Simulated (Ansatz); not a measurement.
**Ligand exchange: I2 + BH(CH3)(SiH3) → SiH3I + BH(CH3)I**

Species: I2 (iodine), singlet; BH(CH3)(SiH3), singlet; SiH3I `[SiH3]I`, singlet; BH(CH3)I, singlet. The partners trade I for SiH3: I–I and B–SiH3 bonds give way to I–SiH3 and B–I.

Shapes, held fixed at every level: PBE0-D4/def2-TZVP. Programs: Ansatz 0.2.0. The zero-point and thermal change to 298 K, harmonic and unscaled (PBE0-D4/def2-TZVP), is +1.9 kJ/mol.

```
             level                    kind  ΔH(298 K) (kJ/mol)  less CCSD(T)/def2-TZVPP
     HF/def2-TZVPP            Hartree–Fock              -182.6                     +5.0
 PBE-D4/def2-TZVPP                     GGA              -165.4                    +22.2
wB97X-V/def2-TZVPP  range-separated hybrid              -174.4                    +13.2
 B2PLYP/def2-TZVPP           double hybrid              -179.2                     +8.4
      MP2/def2-SVP     perturbation theory              -199.4                    -11.8
    MP2/def2-TZVPP     perturbation theory              -207.1                    -19.5
CCSD(T)/def2-TZVPP   coupled cluster or CI              -187.6                      0.0
```

The highest level, CCSD(T)/def2-TZVPP, gives ΔH(298 K) = -187.6 kJ/mol; the levels span -207.1 to -165.4. The column of differences is taken from that level and isn't an error. No measured value is set beside it here. For atoms past krypton def2 sets carry core potentials with scalar relativity. Correlated rows may include outer-core shells of I, which these sets cover unevenly.

Exchange is strongly exothermic at every level, and the spread among methods is far too small to threaten the sign. The small thermal term of +1.9 kJ/mol shows that the driving force is electronic. A weak I–I bond, with diffuse orbital overlap and lone-pair repulsion, and a B–Si bond of low polarity give way to two polar bonds to iodine. Donation from an iodine lone pair into the formally empty boron p orbital probably adds to the stability of the B–I product.

Hartree–Fock lies only 5.0 kJ/mol from the coupled-cluster value, which suggests that correlation contributions largely cancel between the two sides rather than being small in each molecule. MP2 exaggerates the exothermicity, and more so in the larger basis, so the closer agreement of its def2-SVP value probably reflects compensating errors. PBE-D4 gives the least exothermic result, possibly because it overbinds I2. The reaction enthalpy establishes a thermochemical preference for exchange, but says nothing about its barrier or mechanism.
